# When a good-looking number hides a failure: TlAgS₂ on a ladder of methods

## A larger cell should be a softer cell

Enlarge a crystal by one percent in volume and its bulk modulus falls by roughly five percent. The atoms are the same and so are the bonds, but each bond is a little longer, and a longer bond resists further change less. The factor of five is typical of many solids; four or six would also be ordinary.

This gives a way to judge a calculation without a laboratory value. If a method makes the cell larger than another method does, it should also make the crystal softer, and by a predictable amount. When the two results refuse to move together, something is probably wrong in one of them, even if each looks reasonable alone.

The same idea runs through these notes. Volume is tied to stiffness, pressure to volume, and the band gap to the way electrons fill the levels. A failure that is invisible in one quantity may show up in its partner.

TlAgS₂ (P-4m2, 4-atom cell) by semi-empirical, tight-binding and DFT methods, without spin polarisation or spin-orbit coupling. Gaps are single points on the r2SCAN cell, volumes come from each method's relaxation or energy curve, and moduli are at fixed cell shape. Plane-wave PBE uses a 420 eV cutoff and a 6×6×4 k mesh, the coarse-settings row 260 eV and 2×2×2.

```csv
name,kind,band gap (eV),volume per atom (Å³),bulk modulus (GPa),atoms computed
GFN1-xTB tblite,tight binding,0.085,26.635,57.40,32
PBE coarse-settings,low cutoff and mesh,0.000,n/a,n/a,4
GFN2-xTB tblite,tight binding,0.000,n/a,n/a,32
PBE SZV,small basis,0.000,26.849,63.20,4
PBE,semilocal,0.000,26.466,47.90,4
PBE sz-orbitals,small basis,0.000,n/a,n/a,4
PM7,semi-empirical,5.239,n/a,n/a,32
PBE DZVP,small basis,0.000,26.941,46.20,4
r2SCAN,semilocal,0.000,25.700,55.50,4
PM6,semi-empirical,2.231,n/a,n/a,32
```

Each sulfur atom sits between two silver and two thallium atoms. The moduli are computed at a fixed shape of the cell, so they are best compared with one another. The r2SCAN result serves below as a ruler for volume and stiffness, because all methods start from the cell relaxed with it. It is not thereby the truth. The calculations also differ in their k meshes, and their pressures carry some grid noise, so small differences shouldn't be pressed.

## From the picture to a formula

Let V be the volume per atom, P the pressure and B the bulk modulus, which is the pressure needed per relative loss of volume. Let B′ be the rate at which B rises with pressure, a pure number near five. Squeezing the crystal raises P and lowers V, and the definition of B links the two changes. It follows that a small relative change of V changes B by −B′ times as much:

B = B₀ · (V₀/V)^B′

Here B₀ and V₀ are the r2SCAN values. The step from one method to another contains an assumption: that the second method differs from r2SCAN as if a steady outward pressure had been added. Such a pressure tilts the curve of energy against volume and so moves its minimum, but it leaves the bending at each volume as it was. A method that breaks the formula has changed the bending as well.

## One estimate in full

Take PBE in the small SZV basis. Its cell is larger than the r2SCAN cell by the factor 26.849/25.700 = 1.045, and the fifth power of this ratio is 1.24. The modulus should therefore fall from 55.5 GPa to 55.5/1.24, or about 45 GPa.

The calculation gives 63.2 GPa, some 42% above that expectation. Varying B′ between four and six moves the excess between 36% and 48%, so the finding doesn't hang on the exact exponent. The crystal has grown and stiffened at once, and that is the mark of the failure.

Plane-wave PBE behaves quite differently. Its modulus is 14% below that of r2SCAN, and its 3% larger volume accounts for practically all of this. The closeness of the match shouldn't be pressed, since a change of B′ by one shifts it by three percent. PBE in the larger DZVP basis lies about 5% above the expected stiffness, still within the reach of a slightly different exponent.

## Why the minimal basis is too stiff

The two Gaussian-basis calculations make the closest comparison, because the functional is the same and the basis changes. Going from DZVP to SZV alters the volume by only 0.3%, yet raises the modulus by 37%. Anyone who tested the small basis on the volume alone would have passed it.

The reason lies in what the two quantities measure. The volume marks where the energy curve has its minimum; the modulus measures how sharply the curve bends there. An error in the energy can leave the minimum in place and still add to the bending.

A minimal basis invites just such an error. It gives each valence orbital one fixed radial shape, made to suit bonds of ordinary length. When the lattice is squeezed or stretched, the real electron cloud would contract, spread or lean toward its neighbours, and so save energy. The fixed orbitals can't follow, so the energy climbs too steeply on leaving the minimum. This argument from the basis makes the direction of the error plausible, though it wasn't tested separately; the comparison with DZVP shows its size in this crystal.

## A good modulus at the wrong volume

GFN1-xTB has the modulus closest to r2SCAN, only 3% above it. Read down the column alone, it would win. But its cell is 3.6% larger, and at that volume the crystal should be clearly softer than it is with r2SCAN.

Measured against the scaling rule, GFN1-xTB is about 24% too stiff. Its cell is too large and its energy curve bends too sharply, relative to r2SCAN, and the two deviations nearly cancel in the modulus. Such a cancellation has no reason to survive in another compound.

The parameters of this tight-binding method come from molecules. They weren't fitted to the energy curve of a sulfide in which silver and thallium share every sulfur atom, so neither its minimum nor its bending is assured. Its small basis may add to the stiffness in the same way as SZV does, but that is a guess.

## Pressure and volume as partners

A crystal held in a cell that is too small for its method pushes outward. The pressure on the common cell is therefore tied to how far the volume grows once it is set free. Adding up the rising resistance along the way gives Murnaghan's equation:

V/V₀ = (1 + B′P/B)^(1/B′)

V is now the method's own volume, V₀ the common cell, and B the method's own modulus. For plane-wave PBE the pressure is 1.6 GPa, which implies an expansion of 3.1%; the calculated volume is larger by 3.0%. GFN1-xTB and PBE SZV agree as closely. This shows that pressures and volumes belong together within each method, whether or not the method describes the crystal well.

The coarse-settings calculation fails this kind of scrutiny. It uses the same functional on the same cell, so its pressure ought to be the same, yet it is 3.4 GPa. Combined with the PBE modulus, that would imply an expansion of 6.3%, twice the proper one. Cutoff and mesh were lowered together, so the error can't be divided between them.

The band edges give no hint of the trouble: their separation shifts by about a tenth of a millielectronvolt. They have little room to move, because both belong to a pair of bands that meet at the zone centre Γ, as the next sections show, and both are read at or near that point. Pressure is the slope of the total energy against volume with its sign reversed, and any error that changes with volume enters it directly. A converged gap is therefore no evidence of a converged pressure.

## Counting electrons behind a zero gap

Every PBE calculation prints a gap of zero, and so does r2SCAN. A zero may stand for a good metal, with levels at the Fermi energy over a whole surface in the crystal's momentum space, or for two bands that barely touch. These are very different materials, and the printed gap can't tell them apart.

Counting can. Suppose that two orbitals at the zone centre Γ have the same energy and share two electrons. With both spins there are four places, each half occupied, and each contributes k ln 2 to the electronic entropy. If Γ carries the share w of the k mesh, the entropy term in the energy is

TS = 4 · w · kT · ln 2

The smearing of the levels sets kT to 0.02 eV; it is a numerical aid and not the temperature of a sample. On the coarse mesh w is 1/8, so TS should be 4 × 0.02 × 0.69/8 eV, or 6.9 meV per cell. The calculation gives 6.9 meV. The single half-filled pair accounts for the whole entropy on that mesh.

On the fine mesh Γ weighs 18 times less, and the computed entropy falls by a factor of 13. In a good metal, levels all over the Fermi surface would contribute, and the entropy wouldn't follow the weight of a single point. What remains beyond the pair's share comes from levels close to the Fermi energy at other points. Near Γ the upper band also dips 13 meV below the energy that the pair has at Γ in PBE, so the crystal is a semimetal at this level of theory.

This evidence covers plane-wave PBE, and the levels of PBE SZV touch at Γ in the same way. The zeros of r2SCAN and of the other PBE calculations shouldn't be read as the same touching without a look at their bands.

## Why the bands touch at Γ

Symmetry argues for an exact touching at Γ. A quarter turn combined with an inversion maps this crystal onto itself and exchanges the x and y directions. Two orbitals that turn into each other under this operation must have equal energies as long as spin-orbit coupling is left out. If the electrons only half fill such a pair, no gap can open between its members.

Grey tin is a simpler example of the same situation. There an s-like level lies below p-like levels, which are left partly filled, and the bands touch at Γ. The likeness has a limit: grey tin is cubic, and its touching survives spin-orbit coupling, whereas in this tetragonal crystal the coupling can split the pair. With an element as heavy as thallium, that matters.

An s-like level below the pair is the likely cause here too, though the character of the levels hasn't been examined. Semilocal functionals are known to place empty levels too low, and can thus invert an order that is normal in reality. The failure would then be a wrong sequence of levels, and the zero its visible trace. The way to find out is to identify the orbitals at Γ first, and then repeat the calculation with a hybrid functional and spin-orbit coupling.

## Gaps that open for the wrong reason

A finite gap from a cheaper method is no cure. PM6 gives 2.2 eV and PM7 gives 5.2 eV, so two closely related methods disagree by more than the smaller gap itself. That disagreement is the warning.

Both report gaps of the Hartree-Fock kind. In that picture an added electron feels the full repulsion of all the others, while an electron already present is spared its own. In a solid the surrounding charge shifts and screens much of this cost, but the Hartree-Fock levels leave that response out. The gap usually comes out far too wide.

The tight-binding pair disagrees more quietly: GFN1-xTB opens 0.085 eV and GFN2-xTB none. Both include Γ, where PBE has its touching, so the small gap isn't caused by overlooking that point. But each calculation uses a 2×2×2 cluster of cells and so sees only eight k points, and levels between them could narrow the gap or close it. Where the levels lie also depends on a parametrisation made for molecules, so the small gap is no evidence for a semiconductor.

## Reading a similar ladder

For a related sulfide, the volumes come first. A method that gives a cell two percent larger should give a modulus about ten percent lower; if the modulus stays put or rises, the shape of the energy curve is suspect. A pressure that changes with cutoff and mesh calls for better settings, however steady the gap. And a printed gap of zero calls for a look at the filling of the levels before the material is called a metal.
